**Question.** The table gives second-order (MP2) correlation energies for six tellurium ions, 3d¹ to 3d⁶, with the n = 1 and 2 shells frozen. The pair columns divide the energy by the subshells of the two electrons; the same-spin share is the fraction from electrons of parallel spin.

PySCF 2.14.0, MP2 correlation energies of Te ions in their ground configurations, on one real UHF determinant (D2h, open shells at highest spin), non-relativistic with a point nucleus. Even-tempered Gaussian bases up to l = g, each shared by two neighbouring ions from Te28+ and Te29+ onwards; 1s, 2s and 2p are frozen. Pairs 3s-3s and 3s-3d are not listed.

```
species  electrons  configuration  frozen electrons  MP2 (mhartree)  same-spin share  pair 3p-3p (mhartree)  pair 3p-3d (mhartree)  pair 3s-3p (mhartree)  pair 3d-3d (mhartree)
  Te28+         24       [Ar] 3d6                10          -535.5            0.346                  -94.7                 -231.5                  -40.5                 -125.6
  Te29+         23       [Ar] 3d5                10          -488.9            0.376                 -115.2                 -219.8                  -43.7                  -71.4
  Te30+         22       [Ar] 3d4                10          -472.3            0.335                 -156.6                 -187.7                  -46.4                  -43.2
  Te31+         21       [Ar] 3d3                10          -455.8            0.292                 -201.0                 -150.7                  -49.6                  -19.6
  Te32+         20       [Ar] 3d2                10          -452.3            0.264                 -257.4                 -106.5                  -52.5                   -5.1
  Te33+         19       [Ar] 3d1                10          -467.3            0.257                 -328.7                  -56.9                  -55.9                    0.0
```

(a) From 3d¹ to 3d⁶ (upwards in the table) each ion has one electron more than the one before, hence more pairs to correlate. Why is the correlation energy nevertheless smallest in magnitude at 3d²?
(b) Why does it jump at 3d⁶, and why does the same-spin share peak at 3d⁵?

The calculation is non-relativistic, so the terms used below describe the computed ions. In real ions of this charge, spin-orbit coupling mixes them strongly.

**Model answer.** All energies are magnitudes in mhartree.

(a) An added 3d electron brings new pairs but also fills a place into which other electrons could be excited. The pair columns show a gain and a loss that fit this picture:

| Step | Loss in 3p-3p and 3s-3p | Net gain in all other pairs |
|---|---|---|
| d¹→d² | 74.7 | 59.7 |
| d²→d³ | 59.3 | 62.8 |
| d³→d⁴ | 47.6 | 64.1 |
| d⁴→d⁵ | 44.1 | 60.7 |
| d⁵→d⁶ | 23.7 | 70.3 |

The gain is nearly level up to d⁵, while the loss shrinks. The two cross after d², which puts the minimum there.

This minimum is shallow and belongs to plain MP2. The step from d² to d³ is only 3.5 and crosses a change of basis: neighbouring ions share a set in pairs. Spin-component-scaled MP2 from the same runs puts the weakest correlation at d⁵ instead. MP2 is also unreliable where excitations are nearly degenerate, and no CCSD(T) values are given here to check it. The large opposing changes in the pair columns are also seen between ions that share a basis.

Theory supplies a reason for the large loss. Empty 3d orbitals lie close above 3p, in the same shell, so the double excitation 3p² → 3d² has a small energy denominator and a large weight. Its strength depends on the empty places, hα and hβ for the two spins. At highest spin the α places fill first.

- Two 3p electrons of opposite spin need one hole of each kind, which gives a term proportional to hα·hβ.
- Two parallel 3p electrons form only a ³P pair. The Coulomb interaction conserves L and S, so they can enter only a ³P pair of holes, whereas parallel d pairs may be ³F or ³P.

The number W of ³P pairs among k parallel holes follows from the repulsion in the Hund term. In units of Racah's B, a ³F pair contributes −8 and a ³P pair +7. For k = 3 the term has −15, so −8·3 + 15W = −15 and W = 0.6. The same step gives 0, 1.8 and 3 for k = 2, 4 and 5. This takes the d² and d³ determinants as pure F terms, which a suitable choice of real orbitals allows but the outputs do not confirm. The contributions of the two spins are added.

A least-squares fit of a + b·hα·hβ + c·W to the 3p-3p energies of d¹ to d⁵ gives a = 43.9, b = 8.57 and c = 23.6. From d¹ to d², hα falls from 4 to 3 with hβ = 5, and W falls by 1.2. The fitted loss is 5·8.57 + 1.2·23.6 = 71.2; the table gives 71.3. Both rows were in the fit. From d³ onwards the α holes contain no ³P pair, so only the first part of the loss, about 43, remains; the table gives 44.4 and 41.4.

(b) At d⁵ no α hole is left, and the opposite-spin route into 3d² is closed. It cannot be lost again, so the sixth electron costs less. That electron is also the first of β spin. It forms five opposite-spin pairs with the other 3d electrons, and the 3d-3d energy rises by 54.2, or 10.8 per new pair if the old pairs are unchanged. The parallel pairs at d⁵ average 7.1, as expected if exchange already keeps parallel electrons apart. The 3d-3d gain is thus 26.0 larger than in the step before, but the 3p-3d gain drops from 32.1 to 11.7. The gain as a whole therefore grows only from 60.7 to 70.3, and the smaller loss is the larger part of the jump.

The share follows. Up to d⁵ every new 3d-3d pair is parallel, while opposite-spin correlation falls from 347 to 305 as its holes close. At d⁶ the opposite-spin part rises by 45 and the same-spin part by less than 2.

**Remarks on the reasoning.** An answer that only counts pairs fails. One fixed energy per same-spin pair and one per opposite-spin pair, fitted to all six totals, leave a root-mean-square error of 69, when the totals span only 83. The fit even gives same-spin pairs the wrong sign.

The hole model has three constants for five rows, so its error of 0.55 there is a modest success. The row left out is a harder test. At d⁶, W = 1.8 and the product of holes is zero, so the model gives 43.9 + 1.8·23.6 = 86.4 against 94.7 in the table, 9% too low. Counting all parallel hole pairs alike misses by 19.

The step from d⁵ to d⁶ loses 20.5 in the 3p-3p energy, or 17.1 per ³P pair of β holes, against the fitted 23.6. The fitted c is probably too large for this one effect. At d¹ it would assign 4.8·23.6 = 113 to parallel 3p pairs entering 3d, out of a same-spin total of about 120 for all subshells. It may also absorb shifts of the energy denominators from ion to ion. This is a guess: the pair energies tell which electrons are excited, but not where they go.
